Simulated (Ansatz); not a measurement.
A series in volume ratio on MgB2

Results calculated with Ansatz 0.2.0, not measured. Plane-wave density functional theory, PAW datasets, Gaussian smearing 0.05 eV: equation of state, the given cell scaled in volume with shape and atoms relaxed at each volume.

The cell before it is scaled or strained (space group P6/mmm, No. 191):
```
CELL_PARAMETERS angstrom
3.07820 0.00000 0.00000
-1.53910 2.66580 0.00000
0.00000 0.00000 3.51360
ATOMIC_POSITIONS crystal
Mg 0.00000 0.00000 0.00000
B 0.33330 0.66670 0.50000
B 0.66670 0.33330 0.50000
```

Settings of every row: paw set soft_2; functional PBE; spin treatment none; moment partition spheres; spin axis none; wave cutoff 420 eV; k mesh 12x12x10; symmetry use detected.

Atom hubbard u: 0 on all atoms.

```
row  volume ratio  V (Å³/atom)  pressure (GPa)  energy above given cell (meV per atom)
  1          0.96        9.226           6.335                                    7.35
  2          0.98        9.419           3.014                                    1.77
  3             1        9.611               ?                                       ?
  4          1.02        9.803          -2.762                                     1.7
  5          1.04        9.995          -5.261                                    6.55
```

Question: what pressure should row 3 give?

Worked fit of pressure. Take u = (V_r/V)^(2/3) − 1 with V_r = 9.611 Å³ an atom, which is twice the finite (Eulerian) strain; such expansions in the strain, on which the Birch-Murnaghan equation of state is built, carry the rest volume and the bulk modulus. The shown rows have u = 0.02763, 0.01354, -0.0131, -0.02578. Least squares give pressure = −0.0069 + 216.299 × u + 481.3 × u² GPa; a straight line predicts inner rows, each left out in turn, worse (root mean square 0.2 against 0.01 GPa). The rows lie off it by -0.002, 0.004, -0.004, 0.002. The pressure vanishes at u = 0.0000, or V = 9.611 Å³ an atom, and there the bulk modulus with shape and atoms relaxed is B = −V dP/dV = (2/3)(1 + u) dP/du = 144 GPa. The withheld row has u = 0, so the fit gives −0.0069 + 216.299 × (0) + 481.3 × (0)² = -0.007 GPa.

The calculation gave -0.017 GPa. The fit lies 0.010 GPa (59 % of the value, 0.086 % of the column's range) above it; its largest miss of a shown row is 0.004 GPa.

The other values of row 3: energy above given cell 0 meV per atom.
